## An oxygen atom in a tantalum cage

In this Ta₄O crystal each oxygen atom sits among six Ta atoms, which form three opposite pairs at unequal distances. The table lists the vibrations in which every unit cell moves alike, calculated with PBE. Frequencies are given as wavenumbers, and the mode number merely sorts them from low to high.

Zone-centre harmonic phonons of Ta₄O (space group C2/m, 5 atoms per cell), calculated by linear response with Ansatz 0.2.0, using PBE, scalar-relativistic PAW and plane waves without spin polarisation. The plane-wave cutoff is 420 eV, the k mesh 8×8×16 and the Fermi–Dirac smearing width 0.15 eV. The three translations are left out, and modes are numbered from the lowest frequency up.

```csv
row,phonon frequency (cm^-1),mode number
1,89.4,1
2,109.0,2
3,112.6,3
4,121.0,4
5,130.3,5
6,136.3,6
7,148.8,7
8,156.6,8
9,210.8,9
10,280.2,10
11,395.4,11
12,559.9,12
```

**1. Where does the character of the motion change?**

It changes between rows 9 and 10, although the widest gap lies higher up, between rows 11 and 12. The calculated atomic motions show this, while the frequencies alone would mislead. In rows 10 to 12 oxygen carries about 95 % or more of the kinetic energy. In rows 1 to 9 it carries at most about 3 %, so these are tantalum vibrations.

**2. Are the oxygen modes high because oxygen is held more firmly?**

Not on average. A frequency depends on the restoring force and on the mass that must be moved, and the calculation lets us separate the two. Take the stiffness of a site as the resistance felt when one atom, together with its copies in all cells, is shifted while the others stay put. Averaged over directions, and for tantalum also over its two different kinds of site, it is 10.4 eV/Å² for oxygen and 10.6 eV/Å² for tantalum, which is practically the same.

The light mass therefore lifts the oxygen modes as a group. At equal stiffness, frequency goes as one over the square root of the mass, which favours oxygen over tantalum by a factor of about 3.4. The near equality of the two stiffnesses is a finding for this crystal and no general rule.

**3. Why, then, do the three oxygen modes differ by a factor of two?**

The moving atom is the same, so the direction of motion must matter. In row 10 oxygen moves along its longest Ta–O pair, in row 11 roughly along the middle one, and in row 12 nearly along the shortest. Moving towards a close neighbour usually meets a steeper rise in energy. Here the stiffness along the shortest pair is 4.0 times that along the longest.

A simple model treats each mode as oxygen vibrating against the two Ta atoms of one pair:

frequency ∝ √(k/μ)

Here k is the stiffness along the pair and μ is the reduced mass of oxygen against two Ta atoms. Since μ is the same for all three modes, only k counts. From row 10 to row 12 the frequency should grow by √4.0 = 2.0, and 2.0 × 280 cm⁻¹ = 560 cm⁻¹, as in the table.

The stiffnesses were obtained from these same vibrations, so much of the agreement is built in. It shows only that the picture of motion along one pair is consistent, and is no independent prediction. The model does worst for row 11, which it places about 5 % too high. There the oxygen path is tilted by 16° from the line of its pair, towards softer directions.

**4. Is the Ta–O distance the whole cause of that spread?**

The table cannot settle this. The order is as expected, since oxygen is held more stiffly along the shorter pairs. Yet the longest pair exceeds the shortest by only 7 %, which is little for a fourfold change in stiffness. Nor need the stiffness along a pair come from that pair alone: the other four Ta atoms act on oxygen as it moves sideways to them, and such forces can stiffen or soften the motion. In row 10 their part looks small, since they hardly move while the two Ta atoms of the pair take the recoil. For the middle and the shortest pair the parts can't be told apart here, because both pairs are made of copies of the same two Ta atoms. The longest pair also involves a different kind of Ta site, so distance and surroundings change together. The kind of site can't be the whole cause either: the middle and the shortest pair involve the same kind, yet the stiffness along the shortest is 1.8 times as large.

**5. In how many modes must oxygen stand exactly still?**

In six, and symmetry alone decides it. Oxygen sits on a centre of inversion. In an even mode, atoms on opposite sides of this centre move in opposite directions; oxygen is its own opposite, so it can only rest. The four Ta atoms form two such pairs with three directions each, which gives 2 × 3 = 6 even modes: rows 1, 2, 4, 5, 7 and 9.

A resting oxygen atom can still have its bonds strained. In row 9, the highest tantalum mode, the whole cage swells and shrinks around it, and all six Ta–O contacts lengthen together.

**6. What would a heavier atom in the place of oxygen change?**

If only the mass changed, the six even modes would stay exactly where they are. An atom 1 % heavier would lower row 12 by about 2.7 cm⁻¹ and the other two oxygen modes by less. The remaining tantalum modes would hardly notice so small a change, though a much heavier atom should affect them more. A different element would also alter the forces and distances, and that part of the shift can't be read from this table.

**7. Which digits can be trusted?**

Not the decimals, and probably not the last whole digit either. PBE frequencies commonly miss measured ones by a few per cent, and no second run shows how far these would move with other settings. The order of rows 2 and 3, less than 4 cm⁻¹ apart, is therefore uncertain too. The split between tantalum and oxygen modes is safer, because it rests largely on the masses. Phonons of a metal depend on the k mesh, and only one mesh was used. The smearing corresponds to electrons at about 1700 K, which can hide a softening of some modes.

All frequencies are real, so the crystal resists these particular motions. Vibrations that differ from cell to cell could still be unstable, and the structure may be an invented or metastable form. The printed analysis below gives the oxygen share of each mode and the test of the one-pair model.

The analysis program printed:

```
Modes:
  row  frequency (cm^-1)  gap to row before (cm^-1)  O share of motion (%)  drop if O were 1 % heavier (cm^-1)
    1               89.4                        n/a                      0                                   0
    2                109                       19.6                      0                                   0
    3              112.6                        3.6                  0.326                            0.001836
    4                121                        8.4                      0                                   0
    5              130.3                        9.3                      0                                   0
    6              136.3                          6                  1.246                            0.008489
    7              148.8                       12.5                      0                                   0
    8              156.6                        7.8                  3.259                             0.02552
    9              210.8                       54.2                      0                                   0
   10              280.2                       69.4                  94.58                               1.325
   11              395.4                      115.2                  97.45                               1.927
   12              559.9                      164.5                  96.65                               2.706
mean stiffness of the O site (eV/A^2): 10.41
mean stiffness of a Ta site (eV/A^2): 10.62
O site stiffness relative to Ta site (%): -2.005
square root of the mass ratio Ta to O: 3.363
Ta-O length of the pair for rows 10 and 11 and 12 (A): 10 2.291, 11 2.226, 12 2.135
stiffness of O along that pair for rows 10 and 11 and 12 (eV/A^2): 10 4.416, 11 9.635, 12 17.59
stiffness ratio of shortest to longest pair: 3.984
longest pair longer than shortest by (%): 7.26
one-pair model frequency for rows 10 and 11 and 12 (cm^-1): 10 280, 11 413.5, 12 558.8
miss of the one-pair model for rows 10 and 11 and 12 (%): 10 -0.08911, 11 4.585, 12 -0.201
angle of O path to its pair in row 11 (degrees): 16.22
angle of O path to its pair in row 12 (degrees): 9.734
electronic temperature of the smearing (K): 1741
```
